The question is how the first moment of the charge response of a cuprate plane changes when U, a neighbour repulsion, the filling or the diagonal hopping is altered.

Conventions. A square lattice has M sites, spacing a and N = nM electrons, with ε_k = −2t(c_x + c_y) − 4t′c_x c_y, c_x = cos k_x a, c_y = cos k_y a. Typical inputs are t ≈ 6.4×10⁻²⁰ J, a ≈ 0.38 nm and U ≈ 8t. The density operator is ρ_q = Σ_kσ a†_kσ a_(k+q)σ = Σ_j exp(−iq·R_j) n_j.

The interaction. Normal ordering ρ_q ρ_−q leaves one contraction, N, so in a volume Ω
H_int = (1/2Ω) Σ_q v_q (ρ_q ρ_−q − N), ⟨H_int⟩/N = (1/2Ω) Σ_q v_q (S(q) − 1),
with S(q) = ⟨ρ_q ρ_−q⟩/N and S(0) = N included. Since n_j↑n_j↓ = (n_j² − n_j)/2, the Hubbard term has v_q/Ω = U/M. With d = ⟨n_j↑n_j↓⟩, the zone average of S over q ≠ 0 is 1 − n + 2d/n, or 2d at half filling.

Predict: does U appear in [ρ_q,[H,ρ_−q]]?

Not explicitly, because all n_j commute. Only hopping survives: [H,ρ_−q] = Σ (ε_k − ε_(k−q)) a†_kσ a_(k−q)σ, and the second commutator gives
F(q) = Σ_kσ (ε_(k+q) + ε_(k−q) − 2ε_k) n_kσ.
For ε = ħ²k²/2m this is Nħ²q²/m, for any local potential and interaction. On the lattice it is an operator, and U acts through ⟨n_kσ⟩. With inversion symmetry ⟨F⟩/2 = Σ_ν (E_ν − E_0)|⟨ν|ρ_−q|0⟩|². Let T₁ and T₂ be the ground-state t and t′ kinetic energies per site. Then ⟨F(q,0)⟩/M = (1 − cos qa)K with K = −T₁ − 2T₂, while ⟨F(π/a,π/a)⟩/M = −4T₁.

Baseline: U = 0, t′ = 0, n = 1. The filled diamond |k_x| + |k_y| < π/a gives K = 16t/π² = 1.62t = 1.04×10⁻¹⁹ J. At small q, Ka²q²/2 is 0.61 of the free-electron value nħ²q²/m_e.

Change 1: raise U at half filling, t′ = 0. Predict the sign.

The Fermi sea minimises kinetic energy, so K must fall. At large U the energy per site is E = −(8t²/U)(1/4 − s), from two bonds with J = 4t²/U and s = ⟨S_i·S_j⟩, taken as approximately −0.335. The Hellmann–Feynman theorem gives T₁ = t∂E/∂t = 2E and d = ∂E/∂U = −E/U. At U = 8t, K = 1.17t = 7.5×10⁻²⁰ J and d = 0.073; the average S drops from 0.5 to 0.15. At U = 12t, K = 0.78t, a further fall of 33 %.

The next order is not negligible. Néel mean-field theory has E_k = √(ε_k² + Δ²), 1 = (U/2)⟨1/E_k⟩, T₁ = −⟨ε_k²/E_k⟩ and d = 1/4 − Δ²/U², with zone averages ⟨ε²⟩ = 4t² and ⟨ε⁴⟩ = 36t⁴. Expanding, K carries a factor 1 − 10t²/U² and d a factor 1 − 15t²/U². Borrowed as estimates, these lower K by 16 % at 8t and 7 % at 12t, and d by 23 % at 8t. So K ≈ 1.0t at 8t, and the fall to 12t is nearer 26 %.

Predict: moment and weight both fall. What happens to the mean excitation energy?

The zone average of ⟨F⟩/2M is −T₁, and that of nS is 2d. Their ratio is 32t/π² = 2.1×10⁻¹⁹ J at U = 0, and at large U it is (−2E)/(−2E/U) = U, which is 5.1×10⁻¹⁹ J at 8t, raised by about 5t²/U² = 8 % in the next order. The remaining weight sits across the Mott gap.

Change 2: add a neighbour repulsion V Σ n_i n_j with V = t at U = 8t. Predict whether more repulsion lowers K.

It raises K. The operator F is unchanged, but a virtual hop creates an adjacent doubly occupied and empty site, which attract, so the intermediate state costs U − V. The spin model keeps its form, so s is fixed and K grows by U/(U − V) = 8/7, or 14 %. Putting U − V into the estimated fourth-order factor trims this to roughly 8 %. The argument needs V < U/4, where the classical energy 2V per site stays below the U/2 of checkerboard charge order.

Change 3: remove electrons at U = 0, t′ = 0. Predict the size.

The removed states have ε near zero, so the change is second order in μ up to a logarithm. The density of states per site, both spins, is g(ε) = 𝒦/(π²t), with 𝒦 the complete elliptic integral of the first kind at parameter 1 − ε²/16t². Lowering μ to −0.30t gives δ = 1 − n = 0.151 and lowers K by ∫|ε|g dε = 0.020t, to 1.60t, only 1.3 %.

Change 4: switch on t′ = −0.1t, a typical sign and size, at fixed n. Predict the linear effect at n = 1 and at δ = 0.151.

The map c_j → (−1)^j c†_j, with the sublattice sign, sends n → 2 − n, t′ → −t′ and ρ_q → −ρ_q for q ≠ 0. So K is even in t′ at half filling for any U, and its linear term is odd in δ. At U = 0, E = E₀ + t′A(n) + …, with A independent of t, so T₁ has no linear shift and ΔK = 8t′B, where B = (1/M) Σ_kσ c_x c_y n_kσ at t′ = 0. B vanishes for the diamond. Holes leave states with c_y ≈ −c_x, where c_x c_y < 0, so B > 0 and K falls. On a line of constant energy the average of c_x c_y is −1 + 2ℰ/𝒦, with ℰ the second-kind integral, so B = δ − (2/π²t)∫ℰ dε over 0 < ε < 0.30t, which is 0.090. Then ΔK = −0.072t = −4.6×10⁻²¹ J, or −4.5 %; electron doping gives +0.072t. The second-order energy E₂ = −8t′² g(μ) Var(c_x c_y), with the variance on the Fermi line, scales as t′²/t and adds −3E₂ = +0.009t for either doping. At q = (π/a,π/a) the linear effect is absent, because diagonal neighbours carry equal phases and T₁ has no linear shift.